\section{Worked problem: stability of the FeO/Ni interface in an Fe/NiO couple}

\subsection*{Statement}

Iron and nickel oxide react at $T=1273$ K by $\mathrm{Fe+NiO\to FeO+Ni}$. Suppose the products form flat layers in the sequence Fe/FeO/Ni/NiO. Iron crosses the FeO layer (thickness $h_1$), oxygen released by NiO crosses the Ni layer (thickness $h_2$) in solution, and new FeO forms where they meet. All interfaces are in local equilibrium. FeO is treated as stoichiometric and the Ni layer, at first, as free of iron.

The following inputs are approximate, typical values:
\begin{itemize}
\item reaction free energy $-\Delta$ per formula unit, $\Delta=0.57$ eV;
\item volumes $\Omega=0.0200$ nm$^3$ per FeO and $\Omega_B=0.0110$ nm$^3$ per Ni;
\item iron transport in FeO, $j=-L_1\nabla\mu_{\rm Fe}$ with $L_1=D_1/(\Omega k_BT)$ and $D_1=1.0\times10^{7}$ nm$^2$/s, taken constant;
\item oxygen in Ni, dilute, with atom fraction $N_s=5.0\times10^{-4}$ in equilibrium with NiO and $D_{\rm O}=1.0\times10^{6}$ nm$^2$/s;
\item isotropic FeO/Ni interface energy $\gamma=6.0$ eV/nm$^2$ (0.96 J/m$^2$);
\item self-diffusion in Ni, $D_{\rm Ni}=400$ nm$^2$/s, and Fe in Ni, $D_{\rm Fe}=1000$ nm$^2$/s.
\end{itemize}
The cubic lattice constant of rock-salt NiO is 4.171 \AA\ (compiled value, Liu 2019). Thermal expansion, a few per cent in the volumes, is ignored.

For $h_2=1000$ nm find (a) the planar state, (b) whether the FeO/Ni interface is stable, (c) the marginal and fastest wavelengths and the largest growth rate, and (d) the size of the neglected effects.

\subsection*{The growth rate}

Let $z$ run from FeO into Ni, with the flat interface at $z=0$. Each flux is a conductivity times the gradient of the chemical potential of a neutral component, and the conductivity may depend on that potential. The integrals $\phi_1=\int L_1\,d\mu_{\rm Fe}$ and $\phi_2=\int L_2\,d\mu_{\rm O}$ give $j_i=-\nabla\phi_i$, so in the quasi-steady state $\nabla^2\phi_i=0$. In the planar state equal fluxes of magnitude $J$ arrive from both sides, $d\phi_1/dz=-J$ and $d\phi_2/dz=+J$, and the interface advances at $v=\Omega J$ relative to the FeO lattice.

Displace the interface to $z=\epsilon\cos qx$. For $qh_1,\,qh_2\gg1$ the harmonic perturbations are
\begin{equation}
\delta\phi_1=a\,e^{qz}\cos qx,\qquad \delta\phi_2=b\,e^{-qz}\cos qx .
\end{equation}
The extra arrival fluxes are $-qa\cos qx$ for Fe and $-qb\cos qx$ for O. They must be equal, so $a=b$. Local equilibrium reads $\mu_{\rm Fe}+\mu_{\rm O}=\mu^0_{\rm FeO}+\Omega\gamma\kappa$, where the curvature $\kappa=q^2\epsilon\cos qx$ is positive on a crest of FeO. At the displaced interface $\phi_1$ changes by $(a-J\epsilon)\cos qx$ and $\phi_2$ by $(b+J\epsilon)\cos qx$, hence
\begin{equation}
\frac{a-J\epsilon}{L_1}+\frac{b+J\epsilon}{L_2}=\Omega\gamma q^2\epsilon ,
\end{equation}
with $L_1$ and $L_2$ taken \emph{at the interface}. With $\dot\epsilon=-\Omega qa\equiv\sigma\epsilon$,
\begin{equation}
\sigma(q)=vq\,\frac{L_1-L_2}{L_1+L_2}-\frac{L_1L_2}{L_1+L_2}\,\Omega^2\gamma q^3
=\frac{\Omega q\,(G-\Omega\gamma q^2)}{1/L_1+1/L_2},
\label{eq:sigma}
\end{equation}
\begin{equation}
G=J\left(\frac1{L_2}-\frac1{L_1}\right).
\end{equation}
$G$ is the slope of $\mu_{\rm O}$ ahead of the interface minus the magnitude of the slope of $\mu_{\rm Fe}$ behind it. A crest gains oxygen potential and loses iron potential, and it runs ahead when the gain is the larger. For layers of finite thickness between flat boundaries at fixed potential, the exponentials become hyperbolic sines and the denominator becomes $\tanh(qh_1)/L_1+\tanh(qh_2)/L_2$. The numerator is unchanged, so $L_1<L_2$ gives a stable layered product at every wavelength, and $L_1>L_2$ a band of growing modes that leads to an aggregate.

This sharpens the rule, going back to Wagner (1956) and applied to displacement reactions by Rapp, Ezis and Yurek (1973), that the product is layered when transport in the new oxide limits the rate and aggregate when transport in the new metal does. The rate-limiting layer is the one with the larger drop in potential. Even for constant conductivities that compares $h_1/L_1$ with $h_2/L_2$, and for $1<L_1/L_2<h_1/h_2$ the oxide carries the larger drop while the interface is unstable. The rule and the criterion agree away from this window.

\subsection*{Solution}

\paragraph{(a) Planar state.} $k_BT=0.1097$ eV. One Ni forms per FeO, so $h_1/h_2=\Omega/\Omega_B=1.82$ and $h_1=1.82\times10^{3}$ nm. With four formula units per cell, $\Omega_{\rm NiO}=(4.171\ \text{\AA})^3/4=18.14$ \AA$^3$, and the NiO consumed is $h_2\Omega_{\rm NiO}/\Omega_B=1.65\times10^{3}$ nm thick. For the oxide
\begin{equation}
L_1=\frac{1.0\times10^{7}\ \mathrm{nm^2\,s^{-1}}}{(0.0200\ \mathrm{nm^3})(0.1097\ \mathrm{eV})}=4.56\times10^{9}\ \mathrm{nm^{-1}s^{-1}eV^{-1}} .
\end{equation}
In the metal $N\propto e^{\mu_{\rm O}/k_BT}$, $L_2=ND_{\rm O}/(\Omega_Bk_BT)$ and $\phi_2=D_{\rm O}N/\Omega_B$. The drops $\Delta_1$ in $\mu_{\rm Fe}$ across FeO and $\Delta_2$ in $\mu_{\rm O}$ across Ni add up to $\Delta$, and
\begin{equation}
J=\frac{L_1\Delta_1}{h_1}=\frac{N_sD_{\rm O}}{\Omega_Bh_2}\left(1-e^{-(\Delta-\Delta_1)/k_BT}\right).
\end{equation}
The root is $\Delta_1=1.8\times10^{-5}$ eV, so $\Delta_2/\Delta_1=3.2\times10^{4}$ and oxygen transport in Ni limits the rate. Then $N_i/N_s=e^{-\Delta_2/k_BT}=5.54\times10^{-3}$ at the FeO/Ni interface, $N_i=2.77\times10^{-6}$, and
\begin{equation}
J=45.2\ \mathrm{nm^{-2}s^{-1}},\qquad v=\Omega J=0.904\ \mathrm{nm/s}.
\end{equation}
Because $h_1/h_2$ is fixed, $\Delta_2$ does not change in time. From $\dot h_2=\Omega_BJ$ the growth is parabolic, and $t=h_2^2/[2D_{\rm O}(N_s-N_i)]=1.0\times10^{3}$ s.

\paragraph{(b) Stability.} At the interface
\begin{equation}
L_2=\frac{(2.77\times10^{-6})(1.0\times10^{6}\ \mathrm{nm^2\,s^{-1}})}{(0.0110\ \mathrm{nm^3})(0.1097\ \mathrm{eV})}=2.3\times10^{3}\ \mathrm{nm^{-1}s^{-1}eV^{-1}},
\end{equation}
and $L_1/L_2=2.0\times10^{6}$. The flat interface is unstable, and $(L_1-L_2)/(L_1+L_2)$ is unity for all purposes. The layer average $Jh_2/\Delta_2=7.9\times10^{4}$ nm$^{-1}$s$^{-1}$eV$^{-1}$ is 35 times the interface value and must not be used in Eq.~\eqref{eq:sigma}.

\paragraph{(c) Wavelengths and rate.} For $L_1\gg L_2$ the diffusivity and the solubility cancel from $G$:
\begin{equation}
G\simeq\frac{J}{L_2}=\frac{k_BT}{h_2}\left(e^{\Delta_2/k_BT}-1\right)=0.0197\ \mathrm{eV/nm}.
\end{equation}
With $\Omega\gamma=0.120$ eV\,nm, $\sigma$ vanishes at
\begin{equation}
q_c=\sqrt{G/\Omega\gamma}=0.405\ \mathrm{nm^{-1}},\qquad \lambda_c=2\pi/q_c=15.5\ \mathrm{nm}.
\end{equation}
Setting $d\sigma/dq=0$ gives $q_m=q_c/\sqrt3=0.234$ nm$^{-1}$, $\lambda_m=27$ nm, and
\begin{equation}
\sigma_m=\tfrac23\,vq_m\frac{L_1-L_2}{L_1+L_2}=0.14\ \mathrm{s^{-1}},
\end{equation}
an e-folding time of 7.1 s. The short-wave form holds, since $q_mh_2=234$. The quasi-steady form holds too, since the oxygen field relaxes at $D_{\rm O}q_m^2=5.5\times10^{4}$ s$^{-1}$, and the planar state changes slowly, $\sigma_mt=1.4\times10^{2}$. The linear theory needs $\epsilon\ll k_BT/G=5.6$ nm, the distance over which the oxygen content ahead of the interface doubles.

Since $G\propto1/h_2$, both $\lambda_m$ and $\sigma_mt$ scale as $h_2^{1/2}$. At $h_2=10$ nm they are 2.7 nm and 14. The continuum picture is marginal at that scale, but it shows that in this model a flat Ni layer breaks up long before it is a micrometre thick.

\paragraph{(d) Neglected effects.} \emph{Removal of nickel.} A flat front pushes the Ni layer as a rigid body, but a growing crest must displace Ni sideways. If lattice diffusion does this, an excess potential $m\cos qx$ of Ni at the interface drives $\dot\epsilon=\Omega_BL_3qm$ with $L_3=D_{\rm Ni}/(\Omega_Bk_BT)=3.3\times10^{5}$ nm$^{-1}$s$^{-1}$eV$^{-1}$. Each FeO displaces $\Omega/\Omega_B$ atoms of Ni, which adds $(\Omega/\Omega_B)m$ to the right side of the equilibrium condition. The denominator of Eq.~\eqref{eq:sigma} becomes
\begin{equation}
\frac1{L_1}+\frac1{L_2}+\frac{(\Omega/\Omega_B)^2}{L_3}.
\end{equation}
The sign of $\sigma$, $q_c$ and $q_m$ are untouched. The new term is $(\Omega/\Omega_B)^2L_2/L_3=0.023$ of $1/L_2$ and lowers $\sigma_m$ by about 2 per cent. Interface diffusion and creep act in parallel and reduce the term further.

\emph{Dissolution of iron.} This effect is not small. As $\Delta_1\ll k_BT$, the iron activity at the FeO/Ni interface is nearly unity, and face-centred cubic Fe and Ni are fully miscible at 1273 K. Iron penetrates the metal over $\sqrt{D_{\rm Fe}t}=1.0\times10^{3}$ nm, the whole layer, with a flux of order $D_{\rm Fe}/(\Omega_Bh_2)=91$ nm$^{-2}$s$^{-1}$, comparable with $J$. Its activity thus falls over a length far beyond the 5.6 nm in which the oxygen activity doubles, and the alloy ahead of the front is supersaturated with respect to FeO. Internal precipitation then offers a second route to a two-phase product. The verdict of (b) would be reversed only if alloying raised the oxygen conductivity at the interface a millionfold, but $G$, $\lambda_m$ and $\sigma_m$ survive as orders of magnitude only.

The model's answer is an unstable interface with an initial wavelength of a few tens of nanometres and a growth time of seconds. Fe/NiO couples are known to give an interwoven aggregate of metal and oxide, with spacings typically of a few micrometres, so the model's $\lambda_m$ lies about two orders of magnitude below the final scale. It describes only the onset. Once oxide and metal interpenetrate, the oxygen path shortens, the long-range transport passes to iron moving through the product, and capillary coarsening sets the spacing.